**Q:** The anion is an AlH₃ group bonded to the saturated carbon of a cyclopropene ring. What does its electron do in the lowest excited state?

Six lowest singlet excited states of the closed-shell anion C₃H₆Al⁻ in the gas phase, computed with PySCF 2.14.0 using Tamm–Dancoff TDDFT at the ωB97X/def2-SVPD level on a GFN2-xTB geometry. The leading pair weight is the share of the largest natural transition orbital pair, and the hole–electron distance is measured between the centroids of the two distributions.

```tsv
row	excitation energy (eV)	oscillator strength	leading pair weight	hole electron distance (Å)	hole electron overlap
1	4.701	0.023	0.977	1.014	0.592
2	5.476	0.007	0.987	0.641	0.370
3	5.881	0.029	0.752	0.806	0.646
4	6.009	0.033	0.742	0.674	0.576
5	6.048	0.001	0.971	0.961	0.402
6	6.318	0.142	0.962	0.440	0.391
```

**A:** It moves from the Al–C bond towards the C=C double bond. In row 1 about 52 % of the hole, the place the electron leaves, lies on aluminium and the carbon bonded to it. The electron arrives with 64 % of its weight on the two double-bond carbons.

Those two carbons already carry 32 % of the hole, so this is not a clean transfer from one bond to the other. The Al–C bond stands out of the ring plane, where its σ orbital can mix with the π orbital of the double bond. The natural reading is an excitation from this σ/π mixture into the empty π* orbital. The direction of the transition dipole agrees: it lies along C=C, as symmetry demands for such a step.

**Q:** Rows 4 and 5 are only 0.039 eV apart. Are they a degenerate pair?

**A:** No, they are neighbours by accident. The molecule has, very nearly, one mirror plane, which contains the Al–C bond and cuts C=C in half. A single mirror plane sorts states into two kinds, those that keep their sign on reflection and those that change it. It never forces two states to share an energy.

The transition dipoles show which kind each state is. For rows 1, 5 and 6 the dipole points along C=C, perpendicular to the mirror; for rows 2, 3 and 4 it lies in the mirror plane. Rows 4 and 5 are thus of different kinds, and they are free to cross when the basis or functional changes, or when the geometry changes but keeps the mirror. Their order here should not be relied on.

**Q:** Why is the leading pair weight so low in rows 3 and 4?

**A:** That weight tells how much of an excitation can be described by one hole orbital and one electron orbital, when both are shaped to suit that state. In rows 3 and 4 one such pair covers only about three quarters. A second pair brings the total to 0.99 and 0.98, so each state is a superposition of two one-electron jumps. Jumps of the same mirror symmetry may mix in this way; whether these two states owe their mixture to each other is untested.

A high weight has its own trap. Row 2 reaches 0.987 with its tailored pair, yet its largest contribution from the ordinary molecular orbitals is only 0.47. The state is simple, but it is not a jump between two orbitals of the ground-state list.

**Q:** Row 6 has the shortest hole–electron distance. Is it the most compact state?

**A:** It is the most spread out. The hole electron distance runs from the average position of the hole to the average position of the electron. A large cloud that surrounds the hole evenly would have a distance of zero.

The spread of the electron cloud itself, taken from the same calculation, gives the opposite picture. It is 3.75 Å in row 6 and 1.91 Å in row 1, although row 1 has the longest distance. By this measure rows 1 and 3 are compact, while rows 2, 4, 5 and 6 hold a diffuse electron.

The hole electron overlap, which measures how far the two clouds share the same space, doesn't replace this test. It is largest in the compact row 3, but the diffuse row 4 comes close to the compact row 1.

**Q:** Row 6 also has 60 % of the summed oscillator strength. Is it bright because its electron is diffuse?

**A:** Diffuseness alone doesn't do it, since rows 2, 4 and 5 are diffuse and weak. In atomic units the oscillator strength is f = (2/3)Eμ², where E is the excitation energy and μ the transition dipole. Row 6 is about six times as strong as row 1. A factor of 1.3 comes from the higher energy and a factor of 4.6 from the squared dipole.

So the dipole is what matters. It is large when the product of the hole and electron orbitals has opposite signs on two well-separated sides of the molecule. The calculation assigns 63 % of the arriving electron to aluminium. My guess is that it comes from the Al–H bonds on either side of the mirror, which would make the step much like a p-to-s jump in an atom. A plot of the hole orbital would settle it.

**Q:** The gap between the highest occupied and the lowest empty orbital is over 9 eV. How can an excitation cost only 4.7 eV?

**A:** The orbital gap leaves out the attraction between the electron and the hole. With this long-range-corrected functional, the lowest empty orbital describes an extra electron added to an ion that is already negative. An excited electron is better off, because it has left a hole behind and feels one electron fewer.

The size of the effect can be bounded without any fitting. The two orbitals lie at 5.564 and −3.762 eV, so the gap is 5.564 + 3.762 = 9.326 eV. In the Tamm–Dancoff treatment, the excitation energy is a weighted average of orbital gaps plus the electron–hole interaction. No gap in that average can be smaller than 9.326 eV.

For row 1 the interaction must therefore lower the energy by at least 9.326 − 4.701 = 4.625 eV. Two opposite unit charges attract each other this strongly at about 3 Å, a distance of molecular size, so the result is reasonable. It is a lower bound on a net effect, which also contains repulsive exchange terms. It also belongs to this basis. An empty orbital at positive energy is a piece of the continuum of free-electron states, and more diffuse functions would lower it, shrinking both the gap and the bound. Part of the wide gap is thus a product of the finite basis. The same argument gives at least 3.0 eV for row 6, but comparing the two bounds doesn't tell which state has the stronger attraction.

**Q:** Then are these six states ordinary bound states of the anion?

**A:** Most likely none of them is. With a functional of this type, minus the energy of the highest occupied orbital is a fair estimate of the energy needed to remove an electron, here about 3.8 eV. Even row 1 lies 0.94 eV above it. Each excited ion thus has enough energy to lose its electron.

Above this threshold a free electron can have any energy, so the true spectrum is continuous. A finite set of atom-centred functions can't represent an outgoing electron and returns separate levels instead. Some of these levels imitate a resonance, a state that holds its electron for a while before letting it go. Others are merely pieces of the continuum, cut up by the basis.

**Q:** What would change if I added more diffuse functions, and which digits survive?

**A:** The diffuse states should move down, exchange intensity and increase in number, and new levels should appear between the threshold and row 1. Row 1 has a compact electron and should respond less, which makes it the best candidate for a real resonance. This is an expectation from theory, since only one basis was used here. The brightness of row 6 is exposed to the same change, and Tamm–Dancoff intensities are approximate in any basis, so it shouldn't be read as the height of a measured band.

The third decimal of an energy is numerical detail. Functionals of this kind commonly err by a few tenths of an eV even for well-behaved bound states, so I would quote row 1 as roughly 4.7 eV and attach no meaning to the order of rows 3 to 5. The strength of row 5 is printed with a single significant digit, which rules out any ratio built on it.

For an anion, then, first compare each excitation energy with the energy needed to remove an electron. With a long-range-corrected functional, minus the energy of the highest occupied orbital will do. Common functionals without that correction place the orbital too high, and the difference in total energy between anion and neutral molecule is safer. If a state lies above the threshold, look at the spread of its electron and repeat the calculation with more diffuse functions. A state that keeps its energy and character through that test is a candidate for a resonance; one that doesn't shouldn't be assigned to a band.
